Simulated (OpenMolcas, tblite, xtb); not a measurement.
**How methods differ on BH2SO2 (SMILES OB(O)[S])**

BH2SO2 has 6 atoms, charge 0, and is taken as a doublet. SMILES: `OB(O)[S]`. The shape is that of a PBE0-D4/def2-TZVP optimisation. This is one conformer, not always the lowest.

```xyz
6

O     0.1668    1.0483   -0.3816
B    -0.1318   -0.2343   -0.0212
O     0.6051   -0.8586    0.9294
S    -1.5073   -1.1499   -0.7850
H    -0.3965    1.4258   -1.0596
H     1.3060   -0.2954    1.2718
```

Quantity: the dipole moment, in D. The values are calculated.

```csv
level,kind,program,value (D)
GFN2-xTB,semi-empirical,tblite,3.03
GFN0-xTB,semi-empirical,xtb,3.59
GFN1-xTB,semi-empirical,xtb,2.48
UHF/ANO-S-MB,Hartree–Fock,OpenMolcas,2.03
UHF/STO-3G,Hartree–Fock,OpenMolcas,1.52
UHF/3-21G,Hartree–Fock,OpenMolcas,2.62
UHF/MIDI (Cholesky decomposition),Hartree–Fock,OpenMolcas,2.76
UHF/def2-SVP,Hartree–Fock,OpenMolcas,2.01
UHF/Ahlrichs_VTZ,Hartree–Fock,OpenMolcas,2.26
UB3LYP/6-31G* (spherical functions),global hybrid,OpenMolcas,2.15
```

The values span 1.52 to 3.59 D. Sets without polarisation functions give poor dipoles.

The spread reflects how each level distributes charge over the polar B–O, O–H and B–S bonds. One O–H bond points away from sulfur and reinforces the B–S charge separation, while the other partly opposes it, so the total is a vector sum that is sensitive to small errors in bond polarity. Within Hartree–Fock, STO-3G gives the smallest moment because its rigid valence shell limits charge separation. 3-21G and MIDI loosen that shell and overshoot def2-SVP, whose d functions let the oxygen and sulfur lone pairs polarise locally. The minimal ANO-S-MB set nearly matches def2-SVP, probably through cancellation of errors. The tight-binding values don't agree among themselves either, and the largest, from GFN0-xTB, probably reflects the lack of a self-consistent charge response.

UHF/def2-SVP and UB3LYP/6-31G* lie close together, at 2.01 and 2.15 D, which suggests a moment near 2 D. Because functional and basis change together between them, their small difference can't be assigned to electron correlation.
